Dear colleague,

In the model below, dilute non-interacting hydrogen inside a (5,5) tube at 20 K is a one-dimensional gas: its heat capacity exceeds $k/2$ per molecule by about 0.25 per cent of that value. The figure is the model's, and it hangs exponentially on a transverse gap computed from typical wall and Lennard-Jones parameters. In the same model the Henry regime lies at a pressure no gauge will read. Here are the scaling, the limits and the numbers.

## Conventions and the basic formula

Energies are quoted in kelvin ($E/k$) and lengths in Å. The molecule is a point of mass $M$, which suits para-H$_2$ in $J=0$. I assume at first that rotation and vibration are unchanged by the pore, so their partition function cancels between gas and pore. $N$ is the absolute amount adsorbed, $C$ is the translational heat capacity per adsorbed molecule at fixed $N$, and the isosteric heat is $q_{st}=kT^2(\partial\ln p/\partial T)_N$, positive for binding.

Let the centre of mass move in a cylinder of radius $R$ with hard walls and a flat floor at $-D$. The levels are
$$E=\frac{\hbar^2\kappa^2}{2M}+\epsilon\, j_{ms}^2-D,\qquad \epsilon=\frac{\hbar^2}{2MR^2},$$
where $\kappa$ is the axial wavenumber and $j_{ms}$ is the $s$-th zero of $J_{|m|}$, with $m=0,\pm1,\pm2,\dots$ At low filling each state holds $e^{\beta(\mu-E)}$ molecules. The ideal bulk gas of density $n=p/kT$ fixes $e^{\beta\mu}=n\Lambda^3$ with $\Lambda^2=2\pi\hbar^2/MkT$, and the axial integral $\int (d\kappa/2\pi)\,e^{-\beta\hbar^2\kappa^2/2M}$ gives $1/\Lambda$. Hence
$$\frac NL=n\Lambda^2e^{\beta D}Z(\tau),\qquad Z(\tau)=\sum_{m,s}e^{-\tau j_{ms}^2},\qquad \tau=\beta\epsilon=\frac{\Lambda^2}{4\pi R^2}.$$
The Henry constant is $K_H=N/(Lp)=\Lambda^2e^{\beta D}Z/kT$. At fixed $N/L$, $p\propto T^2e^{-\beta D}/Z$, with one power of $T$ from $p=nkT$ and one from $\Lambda^{-2}$. With $U_\perp=-\partial\ln Z/\partial\beta$,
$$q_{st}=2kT+D-U_\perp,\qquad \frac Ck=\frac12+\tau^2\frac{d^2\ln Z}{d\tau^2},\qquad \frac{dq_{st}}{dT}=\frac52k-C.$$
The last relation is useful to you: the slope of $q_{st}(T)$ counts the dimensions.

## Dimensional analysis

$N/(nL)$ is an area. From $\hbar$, $M$, $kT$, $R$ and $D$ one can form two lengths, $\Lambda$ and $R$, and two pure numbers, $\tau$ and $\beta D$. Mass and radius enter $Z$ only through $MR^2T$, so a light molecule, a thin pore and a cold bath are the same limit. The depth enters only as $e^{\beta D}$. It shifts $q_{st}$ by a constant and leaves $C$ alone. A third number, $N/L$ times a molecular length, decides whether Henry's law holds at all.

## Large $\tau$: one dimension

With $j_{01}=2.405$ and $j_{11}=3.832$, the ground level is $E_0=5.783\,\epsilon-D$ and the doublet $m=\pm1$ lies $\Delta=8.899\,\epsilon$ above it. For $\beta\Delta\gg1$,
$$\frac NL=n\Lambda^2e^{-\beta E_0}\left[1+2e^{-\beta\Delta}\right],\quad \frac Ck=\frac12+2(\beta\Delta)^2e^{-\beta\Delta},\quad q_{st}=2kT-E_0-2\Delta e^{-\beta\Delta}.$$
The effective cross-section is $\Lambda^2$, and $R$ survives only in the exponent: $d\ln K_H/d\ln R=2\tau j_{01}^2$. The $2kT$ is the gas enthalpy $\tfrac52kT$ minus the axial $\tfrac12kT$. These three forms hold for any axially symmetric well whose lowest excitation is the $m=\pm1$ doublet, once its own $E_0$ and $\Delta$ are inserted.

## Small $\tau$: three dimensions with a wall layer

The Weyl–Kac expansion for a disc, which I quote and test, is
$$Z=\frac1{4\tau}-\frac{\sqrt\pi}{4\sqrt\tau}+\frac16+\frac{\sqrt{\pi\tau}}{128}+\dots$$
At $\tau=0.1$ it gives 1.2698, and the sum over Bessel zeros gives 1.2706. In physical variables,
$$\frac NL=ne^{\beta D}\left[\pi R^2-\frac{\pi R\Lambda}2+\frac{\Lambda^2}6+\dots\right].$$
The second term is the perimeter times $\Lambda/4$: the wavefunctions vanish at the wall and a layer of that thickness is lost. Expanding the logarithm, $\ln Z=-\ln 4\tau-\sqrt{\pi\tau}-(\pi/2-2/3)\tau+\dots$, and $\sqrt{\pi\tau}=\Lambda/2R$, so
$$q_{st}=D+kT\left[1-\frac{\Lambda}{4R}-\left(\frac\pi2-\frac23\right)\tau\right],\qquad \frac Ck=\frac32+\frac{\Lambda}{8R}+O(\tau^{3/2}).$$
The correction is of first order in $\hbar$, and $C$ approaches $\tfrac32k$ from above. The full sum gives $1.57k$ at $\tau=0.2$ and $1.61k$ at $\tau=0.1$, so there is a broad maximum on the way.

This limit depends on the shape of the well. For $V=-D+br^{\nu}$, classical equipartition gives $C/k=\tfrac32+2/\nu$ and $q_{st}=D+(1-2/\nu)kT$. For a harmonic well, $Z=[2\sinh(\beta\hbar\omega/2)]^{-2}\approx(\beta\hbar\omega)^{-2}[1-(\beta\hbar\omega)^2/12]$, the Wigner–Kirkwood form of order $\hbar^2$, and $C/k=\tfrac52-(\beta\hbar\omega)^2/6$ arrives from below.

## Where the crossover lies

The prefactor $(\beta\Delta)^2$ makes $C$ respond far below $kT=\Delta$. The excess over $k/2$ reaches ten per cent, $0.05k$, at $\beta\Delta=7.8$. The midpoint $C=k$ of the hard cylinder comes at $\tau=0.477$, which means $\beta\Delta=4.24$ or $\Lambda/R=2.45$. Transverse motion is half awake when the thermal wavelength is still somewhat larger than the accessible diameter.

## The depth

For $\beta D\ll1$ the factor $e^{\beta D}$ is $1+\beta D$, and a narrow pore is emptier than the gas by the factor $4\tau e^{-\tau j_{01}^2}$. In the one-dimensional regime $q_{st}$ turns negative once $E_0>2kT$. Binding, $E_0<0$, requires $R>j_{01}\hbar/\sqrt{2MD}$. For $\beta D\gg1$ everything hangs on the exponent, $d\ln K_H/d\ln D=\beta D$.

## The slit

For accessible width $w$, $N/A=n\Lambda e^{\beta D}\sum_{s\ge1}e^{-us^2}$ with $u=\beta\epsilon_w=\pi\Lambda^2/4w^2$ and $\epsilon_w=\pi^2\hbar^2/2Mw^2$. Now $p\propto T^{3/2}$ times the inverse of the Boltzmann sum. For $u\gg1$, with $E_0=\epsilon_w-D$ and a single level $3\epsilon_w$ higher,
$$\frac Ck=1+9u^2e^{-3u},\qquad q_{st}=\frac32kT-E_0-3\epsilon_we^{-3u}.$$
For $u\ll1$ Poisson summation gives $\sum_se^{-us^2}=w/\Lambda-\tfrac12+(2w/\Lambda)e^{-4\pi w^2/\Lambda^2}+\dots$ Each wall again costs $\Lambda/4$, and $C/k=\tfrac32+\Lambda/8w$ to first order.

| | $C/k$, cold | $q_{st}$, cold | $C/k$, hot | $q_{st}$, hot |
|---|---|---|---|---|
| hard cylinder | $1/2$ | $2kT-E_0$ | $3/2$ | $D+kT$ |
| hard slit | $1$ | $\tfrac32kT-E_0$ | $3/2$ | $D+kT$ |

## Choosing $D$ and $R$ for the (5,5) tube

With an approximate C–C distance of 1.42 Å the tube radius is $a=15\times1.42/2\pi=3.39$ Å. I smear carbon over the wall at a typical $\theta=0.38$ Å$^{-2}$ and use typical Lennard-Jones parameters for C–H$_2$, $\varepsilon_{c}=42.8$ K and $\sigma=2.97$ Å. Integrating along the axis and around the circumference gives, with $x=r/a$ and $F_\alpha={}_2F_1(\alpha,\alpha;1;x^2)$,
$$V(r)=3\pi^2\theta\varepsilon_c\sigma^2\left[\frac{21}{32}\left(\frac\sigma a\right)^{10}F_{11/2}-\left(\frac\sigma a\right)^4F_{5/2}\right].$$
Three ratios organise the dependence on $a$. The axis is repulsive for $a/\sigma<(21/32)^{1/6}=0.932$ and deepest at $(105/64)^{1/6}=1.086$. Since $F_\alpha=1+\alpha^2x^2+\dots$, the axis stops being a minimum at $a/\sigma=1.212$, or $a=3.60$ Å. Our tube has $a/\sigma=1.141$, so the minimum is on the axis. A (6,6) tube, with $a=4.07$ Å, has a ring-shaped minimum. For a thin ring of radius $r_0$ the first gap is $\hbar^2/2Mr_0^2$, only 12 K for an illustrative $r_0=1$ Å, and a flat-floored cylinder is then a poor picture.

On the axis $D=1760$ K, or 152 meV. The same parameters give a depth of $\tfrac65\pi\theta\varepsilon_c\sigma^2=541$ K above one flat sheet, so wrapping the sheet multiplies the depth by 3.25. Near the axis $V+D=594\,r^2+1.43\times10^3\,r^4+\dots$ in K with $r$ in Å. For $M=2.016$ u, $B=\hbar^2/2M=12.03$ K Å$^2$, and the quadratic term alone gives $\hbar\omega=2\sqrt{594B}=169$ K. At 20 K the Wigner–Kirkwood term $(\beta\hbar\omega)^2/12$ is about 6, so that series is useless here.

The quartic term matters. Write $V+D=\sum_nv_nr^{2n}$, keep terms through $r^{12}$, and try $r^{|m|}e^{im\phi}e^{-r^2/2s}$. The energies are $B/s+\sum_nn!\,v_ns^n$ for $m=0$ and $2B/s+\sum_n(n+1)!\,v_ns^n$ for $|m|=1$. Minimising over $s$ gives 214 K and 462 K, so the soft well has $\Delta=248$ K, good to a few kelvin. Mixing in higher radial states lowers the ground level by less than 3 K.

I fit the hard cylinder to this zero-point energy: $\epsilon=214/5.783=37.0$ K and $R=0.570$ Å, well above the binding threshold of 0.20 Å. Its $E_0=-1546$ K equals that of the soft well by construction. Its gap, 329 K, is not fitted and exceeds the soft one by a third, which measures how far the wall shape matters.

## Numbers at 20 K

$\Lambda=2.75$ Å, $\Lambda/R=4.82$ and $\tau=1.85$.

| | hard cylinder | soft well |
|---|---|---|
| $\Delta$ (K) | 329 | 248 |
| $\beta\Delta$ at 20 K | 16.5 | 12.4 |
| $C/k-\tfrac12$ at 20 K | $4\times10^{-5}$ | $1\times10^{-3}$ |
| $T$ at $\Delta/7.8$ (K) | 42 | 32 |
| $T$ at $\Delta/4.24$ (K) | 78 | 58 |

The last entry borrows the hard-wall ratio and is only a guide. Relative to $k/2$, the soft-well excess at 20 K is $4(\beta\Delta)^2e^{-\beta\Delta}$, or 0.25 per cent. Either way the model is one-dimensional at 20 K and in mid-crossover near liquid-nitrogen temperature.

The model's isosteric heat is $40+1546=1586$ K, which is 137 meV or 13.2 kJ/mol. The classical hard cylinder would give $D+kT=1780$ K, higher by 194 K, and the quantum Henry constant is $4\tau e^{-\tau j_{01}^2}=1.7\times10^{-4}$ of its classical one.

The prefactor is $\Lambda^2/kT=2.74\times10^{-8}$ Å$^{-1}$ Pa$^{-1}$ and $-\beta E_0=77.3$, so the model's $K_H$ is about $1\times10^{26}$ Å$^{-1}$ Pa$^{-1}$. Trust only the order of magnitude, and that only within the model. Here $\beta D=88$, so one per cent in $D$ is a factor 2.4 in $K_H$, and $d\ln K_H/d\ln R=21$ where the classical value is 2.

## Where Henry's law ends

With $\rho=N/L$ and a one-dimensional virial coefficient $B_2$, $\beta\mu$ gains $2B_2\rho$ and $\rho=K_Hp\,(1-2B_2\rho)$. Molecules cannot pass each other in this tube. Impenetrable bosons of length $d$ have the spectrum of free fermions on the length $L-Nd$ (the Tonks–Girardeau picture), so $B_2=d+\Lambda/2\sqrt2$. With an approximate $d=3.0$ Å this is $3.0+0.97=3.97$ Å, and a ten per cent departure from linearity comes at $\rho=0.0126$ Å$^{-1}$. Attraction is not negligible against this. A Lennard-Jones pair of typical depth 35 K and diameter 3.0 Å contributes, classically, $-\int_d^\infty(e^{-\beta u_{LJ}}-1)\,dz\approx-4$ Å at 20 K, an estimate that zero-point motion reduces. The sign of $B_2$ is therefore open, but close packing at $1/d=0.33$ Å$^{-1}$ caps the linear range in any case.

That filling corresponds to $p\approx1\times10^{-28}$ Pa, one gas molecule in about $2\times10^6$ m$^3$. At 20 K an open tube in equilibrium with any laboratory pressure is full. The dilute gas can be reached only by dosing a fixed small amount and measuring $C$ by calorimetry, provided the dose spreads evenly. At 77 K the model gives $K_H\approx1$ Å$^{-1}$ Pa$^{-1}$, and the same filling needs about 0.01 Pa. There the term $2\Delta e^{-\beta\Delta}$ lowers $q_{st}$ by 9 K (hard) or 20 K (soft), against $2kT=154$ K.

## What was left out

*Corrugation.* The atoms of an armchair tube sit in rings of ten, 1.23 Å apart. Summing over the rings gives a ripple of amplitude 0.15 K on the axis, negligible at 20 K.

*Hindered rotation.* Add $V_2P_2(\cos\gamma)$, with $\gamma$ the angle between bond and tube axis. For $J=0$ the first order vanishes, and since $\langle20|P_2|00\rangle=1/\sqrt5$ the second order is $-V_2^2/30B_{rot}$. With an approximate $B_{rot}=85$ K and an illustrative $|V_2|=100$ K this lowers $E_0$ by 3.9 K. For ortho-H$_2$ the $J=1$ sublevels shift in first order by $\tfrac25V_2$ and $-\tfrac15V_2$ (twice). The splitting of 60 K rivals $2kT=40$ K and adds a Schottky term to $C$, so please use para-enriched gas.

*The potential.* It is pairwise, the wall is rigid, and neighbouring tubes of a bundle, which would deepen the well, are absent. Low-coverage heats on nanotube samples are typically some 4 to 7 kJ/mol, so the model's 13.2 kJ/mol lies roughly two to three times above typical experience. Such samples offer mostly outer walls, grooves and wider interiors, so the comparison does not test the interior of a (5,5) tube, but it tells you not to expect this heat from an ordinary sample. The robust results are those free of $D$: $C\to k/2$, a slope $dq_{st}/dT\to2k$, and a departure from both that begins near $kT=\Delta/7.8$.